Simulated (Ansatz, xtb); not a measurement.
**Ligand exchange: C4H9F + C3H4BF → C3H6F2 + C4H7B**

Species: C4H9F `CCC(C)F`, singlet; C3H4BF `C#CB(C)F`, singlet; C3H6F2 `CC(F)CF`, singlet; C4H7B `C#CB(C)C`, singlet. The partners trade CH3 for F: C–CH3 and B–F bonds give way to C–F and B–CH3.

Shapes, held fixed at every level: PBE0-D4/def2-TZVP. Flexible molecules stand in one conformer, not always the lowest. Programs: Ansatz 0.2.0, xtb 6.7.1. The zero-point and thermal change to 298 K, harmonic and unscaled (PBE0-D4/def2-TZVP), is -4.2 kJ/mol.

Task: Estimate ΔH(298 K) of this reaction.

Result: The highest level, CCSD(T)/CBS estimate, gives ΔH(298 K) = +179.7 kJ/mol; the levels span +159.0 to +202.6. The column of differences is taken from that level and isn't an error. No measured value is set beside it here. The CBS estimate extrapolates MP2 from def2-TZVPP and def2-QZVPP and adds CCSD(T) − MP2 in the triple-zeta set, cores frozen.

```json
{"level": "GFN2-xTB", "kind": "semi-empirical", "ΔH(298 K) (kJ/mol)": "+159.0", "less CCSD(T)/CBS estimate": "-20.7"}
{"level": "HF/def2-SVP", "kind": "Hartree–Fock", "ΔH(298 K) (kJ/mol)": "+184.7", "less CCSD(T)/CBS estimate": "+5.0"}
{"level": "PBE-D4/def2-TZVPP", "kind": "GGA", "ΔH(298 K) (kJ/mol)": "+167.3", "less CCSD(T)/CBS estimate": "-12.4"}
{"level": "r2SCAN-D4/def2-TZVPP", "kind": "meta-GGA", "ΔH(298 K) (kJ/mol)": "+172.7", "less CCSD(T)/CBS estimate": "-7.0"}
{"level": "B3LYP-D4/def2-TZVPP", "kind": "global hybrid", "ΔH(298 K) (kJ/mol)": "+172.4", "less CCSD(T)/CBS estimate": "-7.3"}
{"level": "MP2/def2-SVP", "kind": "perturbation theory", "ΔH(298 K) (kJ/mol)": "+202.6", "less CCSD(T)/CBS estimate": "+22.9"}
{"level": "CCSD/def2-SVP", "kind": "coupled cluster or CI", "ΔH(298 K) (kJ/mol)": "+196.0", "less CCSD(T)/CBS estimate": "+16.3"}
{"level": "CCSD/def2-TZVPP", "kind": "coupled cluster or CI", "ΔH(298 K) (kJ/mol)": "+180.4", "less CCSD(T)/CBS estimate": "+0.7"}
{"level": "CCSD(T)/CBS estimate", "kind": "coupled cluster or CI", "ΔH(298 K) (kJ/mol)": "+179.7", "less CCSD(T)/CBS estimate": "0.0"}
```

The exchange is strongly endothermic at every level, so fluorine clearly prefers boron to carbon here. The B–F bond is very polar and is strengthened by donation from a fluorine lone pair into the empty boron p orbital. Methyl offers only weak hyperconjugation in its place, and the ethynyl group's π donation can make up only part of the loss. The new C–F bond is also strong and polar, but saturated carbon has no low-lying empty p orbital to accept a similar π bond.

The size of the preference is less uniform than its sign. Enlarging the basis lowers the CCSD value from +196.0 to +180.4 kJ/mol, probably because the small set describes the polar fluorine bonds unevenly. In that small set, correlation raises the Hartree–Fock value, so the latter's closeness to the highest level suggests cancelling errors. With two molecules on each side, the entropy term is probably small and equilibrium should favour the fluoroborane side, though the enthalpy says nothing about the exchange barrier.
